**Q:** All six molecules carry the same CH₂F group. Why does their lowest excitation energy depend so strongly on what that group is attached to?

Vertical TDDFT singlets from PySCF 2.14.0 with density fitting, CAM-B3LYP/def2-SVPD, gas phase, core orbitals frozen in the response; geometries PBE0-D3(BJ)/def2-SVP. Each molecule is a CH₂F group bonded to the carrier at * (SMILES, hydrogens implicit). The brightest singlet has the largest f among the lowest 6 (C8H9F, C5H9F) or 10 (the others).

```csv
carrier,formula,atoms on the carrying C,point group,"torsion about that bond, heaviest neighbours (°)",S1 (eV),f(S1),leading pair of S1,brightest singlet (eV),its f,HOMO-LUMO gap (eV)
*C(=C)C,C4H7F,C C,Cs,1,6.99,0.003,HOMO to LUMO,7.30,0.44,9.93
*C1=CC=CC12CC2,C8H9F,C C,C1,61,4.81,0.101,HOMO to LUMO,6.11,0.19,7.76
*C=C(C)C,C5H9F,C H,C1,131,6.83,0.044,HOMO to LUMO+1,6.98,0.46,9.70
*C1=NC1,C3H4FN,C N,C1,164,5.42,0.001,HOMO to LUMO,8.40,0.07,10.03
*CCF,C3H6F2,C H H,C2,64,9.04,0.001,HOMO to LUMO,10.41,0.08,12.24
*CC[SiH2]P,C3H10FPSi,C H H,C1,58,6.46,0.015,HOMO to LUMO+1,7.08,0.27,9.68
```

**A:** Follow the electron that is excited. S1 is the energy of the lowest singlet excited state, and reaching it takes an electron out of an occupied orbital and leaves it near the hole it came from. We can write this as $S_1 = I - B$. Here $I$ is the vertical ionisation energy, the cost of removing the electron altogether, and $B$ is the energy by which the excited electron is still bound to the hole. The carrier changes both.

Difluoropropane, `*CCF`, shows the first part. Its electrons sit in single bonds and in tightly held fluorine lone pairs, so it has the highest S1. The silylphosphine, `*CC[SiH2]P`, gives up an electron 2.40 eV more easily, and its S1 is 2.58 eV lower. Nearly the whole drop is therefore a matter of the donor. That this donor is mainly the phosphorus lone pair is a plausible guess.

**Q:** Then what decides $B$?

**A:** How close the electron stays to the hole, and an exchange term that we come to below. The simplest case is an electron in a large, diffuse orbital, a Rydberg orbital. It sees the rest of the molecule as little more than a single positive charge. It is then bound roughly as in a hydrogen atom:

$$B \approx \frac{13.6\ \text{eV}}{(n-\delta)^2}$$

For the lowest such orbital on a carbon framework $n = 3$, and the correction $\delta$ for penetration into the inner electrons is roughly 1. This gives $B \approx 13.6/4 = 3.4$ eV.

For difluoropropane, with $I = 11.99$ eV, the estimate is $S_1 \approx 11.99 - 3.40 = 8.59$ eV. The calculation gives 9.04 eV, so the estimate is about 0.45 eV too low. It has no constant adjusted to these molecules, and the printed output below lists the values of $I - S_1$ to hold against it.

**Q:** Does one value of $B$ serve the other molecules too?

**A:** It serves the silylphosphine and the alkene `*C(=C)C` roughly, with $B$ equal to 3.1 and 2.6 eV. Such a match alone does not prove that the orbital is diffuse. For the alkene there is further support. Its lowest triplet, which should fill the antibonding orbital of the double bond, uses the LUMO+1, while S1 uses the LUMO. The LUMO is therefore probably the diffuse orbital. In the silylphosphine antibonding orbitals at silicon and phosphorus may take part. The single value fails for the azirine, `*C1=NC1`, a three-membered ring with a C=N bond, where $B$ is 5.2 eV. These values combine an ionisation energy with an excitation energy from a different kind of calculation, and diffuse states depend on the basis and the functional. The tenths therefore carry little meaning, but the azirine's excess of about 2 eV does.

**Q:** The azirine also spoils the order of the HOMO-LUMO gaps. It has the second widest gap and the second lowest S1.

**A:** Both oddities have the same origin. The gap is the energy difference between the highest occupied and the lowest empty orbital, and it leaves out how the excited electron and its hole act on each other. For a singlet that moves one electron between two orbitals, a useful guide, which comes from Hartree-Fock theory and holds here only in outline, is

$$S_1 \approx \Delta - J + 2K$$

Here $\Delta$ is the difference of the two orbital energies. $J$ is the attraction between electron and hole, which is large when both occupy the same small region. $K$ is the exchange term, which raises the singlet and grows with the overlap of the two orbitals.

In the azirine the electron most probably leaves the nitrogen lone pair, called n, and enters the antibonding π* orbital of the same C=N bond. Electron and hole are thus close together, and $J$ is large. But the lone pair is concentrated in the plane of the ring, and π* is zero in that plane. The product of the two orbitals is therefore small everywhere, so $K$ stays small and little is added back.

**Q:** Is there any sign of this in the results, apart from the low energy?

**A:** There are two. The oscillator strength f, which measures how strongly the state absorbs light, is only 0.001 for S1, and it depends on the same product of orbitals as $K$. A diffuse state can be just as weak, as in difluoropropane, so this sign alone does not settle the matter. The second sign comes from the triplet states, which escape the $2K$ penalty. The lowest triplet uses the same empty orbital as S1 but takes its electron from the occupied orbital below the HOMO. That is what one expects if the deeper orbital is the π bond, which overlaps well with π* and so gains more from becoming a triplet.

**Q:** The spiro-diene, `*C1=CC=CC12CC2`, has the lowest S1 of all. Is that a large $J$ again?

**A:** There the orbital energies do most of the work. S1 is a π→π* excitation within two conjugated double bonds. Its proper partner in the alkene `*C=C(C)C` is the brightest state, which is probably π→π*, and not S1, which probably leads to a diffuse orbital. Compared with that alkene, the diene's HOMO lies 0.86 eV higher and its π* orbital 1.08 eV lower, the directions expected from conjugation. Together this makes about 1.9 eV, close to the 2.17 eV that separates the alkene's bright state from the diene's S1.

**Q:** Yet the gap exceeds S1 by about 3 eV in the diene, in both alkenes and in the two saturated chains. How can such different states agree?

**A:** They reach a similar balance by different routes. In the diene the electron and hole are close, so $J$ is large, but the orbitals also overlap well and $2K$ takes back much of it. In a diffuse state $J$ is smaller, because the electron is spread out, but $K$ is close to zero, so almost nothing is taken back. The azirine combines the large $J$ of a compact state with the small $K$ of a poor overlap, and so it drops out of line. This is an argument from the expected shapes of the orbitals, since $J$ and $K$ were not calculated separately, and for the silylphosphine the shape itself is uncertain.

**Q:** Why, then, is S1 more than ten times as strong in one alkene as in the other, if both lead to diffuse orbitals?

**A:** Symmetry offers a likely reason, though only for the shapes calculated here: one rigid conformer of each molecule. In a real sample, rotation of the CH₂F group and vibration can break the mirror symmetry and change the ratio. The weaker alkene, `*C(=C)C`, has a mirror plane in its calculated conformer. Its π and π* orbitals change sign across that plane, while the lowest diffuse orbital does not, so the diffuse state and the bright π→π* state cannot mix. In the other alkene the CH₂F group is twisted out of the plane, the mirror is lost, and the two states lie only 0.15 eV apart. S1 can then borrow intensity from its bright neighbour. The open question is whether its f would collapse if the CH₂F group of that same molecule were turned back into the plane.

Printed output of the fit:

```
Differences in eV:
             row  gap less S1  minus HOMO energy less S1  brightest less S1
         *C(=C)C         2.94                      1.694               0.31
  *C1=CC=CC12CC2         2.95                      2.833                1.3
        *C=C(C)C         2.87                       1.67               0.15
         *C1=NC1         4.61                      4.139               2.98
            *CCF          3.2                      1.884               1.37
      *CC[SiH2]P         3.22                      2.266               0.62
Spread of S1 over the six rows in eV: 4.23
Rank correlation of gap and S1 in all rows: 0.6571
Rank correlation of gap and S1 without the azirine: 1
Ionisation energy less S1 in the Cs alkene in eV: 2.629
Ionisation energy less S1 in the azirine in eV: 5.185
Ionisation energy less S1 in difluoropropane in eV: 2.951
Ionisation energy less S1 in the silylphosphine in eV: 3.131
Hydrogen-like 3s binding with quantum defect 1 in eV: 3.401
Ionisation energy of difluoropropane less silylphosphine in eV: 2.4
S1 of difluoropropane less silylphosphine in eV: 2.58
Ionisation energy of azirine less Cs alkene in eV: 0.9854
S1 of azirine less Cs alkene in eV: -1.57
HOMO of diene less HOMO of C1 alkene in eV: 0.8573
LUMO of diene less LUMO of C1 alkene in eV: -1.076
Bright state of C1 alkene less S1 of diene in eV: 2.17
Bright state of Cs alkene less S1 of diene in eV: 2.49
Ratio of f(S1) in C1 alkene to Cs alkene: 14.67
```
